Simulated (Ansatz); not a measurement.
A series in volume per atom on Si2Mo

All results are calculated (Ansatz 0.2.0). Periodic Kohn-Sham DFT of a crystal at fixed atoms; pressure and stress are positive in compression; the energy is the free energy less that of spherical unpolarised free atoms; site moments are those in the method's own spheres, positive along +z.

Cell of the first row (space group I4/mmm, No. 139):
```
CELL_PARAMETERS angstrom
-1.57840 1.57840 3.87740
1.57840 -1.57840 3.87740
1.57840 1.57840 -3.87740
ATOMIC_POSITIONS crystal
Si 0.33300 0.33300 0.00000
Si 0.66700 0.66700 0.00000
Mo 0.00000 0.00000 0.00000
```

Settings of every row: method all-electron PAW; functional PBEsol; relativity scalar; k mesh 16x16x16; filling fermi-dirac; smearing width 0.08 eV; nucleus gaussian.

Atom start moment: 0 on all atoms.

```
row  volume per atom (Å³)  pressure (GPa)
  1                12.879           6.718
  2                13.282          -0.523
  3                13.416               ?
  4                13.684          -6.669
  5                14.221         -13.426
```

Question: what pressure should row 3 give?

Worked fit of pressure. Take u = (V_r/V)^(2/3) − 1 with V_r = 13.483 Å³ an atom, which is twice the finite (Eulerian) strain; such expansions in the strain, on which the Birch-Murnaghan equation of state is built, carry the rest volume and the bulk modulus. The shown rows have u = 0.03103, 0.01006, -0.00982, -0.0349. Least squares give pressure = −3.7205 + 308.957 × u + 884.31 × u² GPa; a straight line predicts inner rows, each left out in turn, worse (root mean square 0.62 against 0.00032 GPa). All shown rows lie on it to the printed digit. The pressure vanishes at u = 0.0117, or V = 13.25 Å³ an atom, and there the bulk modulus at fixed shape and fractions is B = −V dP/dV = (2/3)(1 + u) dP/du = 222 GPa. Letting shape and atoms relax would as a rule lower it, by much in layered, chain or molecular crystals. The withheld row has u = 0.00333, so the fit gives −3.7205 + 308.957 × (0.00333) + 884.31 × (0.00333)² = -2.682 GPa.

The calculation gave -2.685 GPa. The fit lies 0.003 GPa (0.015 % of the column's range) above it; its largest miss of a shown row is 0.000 GPa.
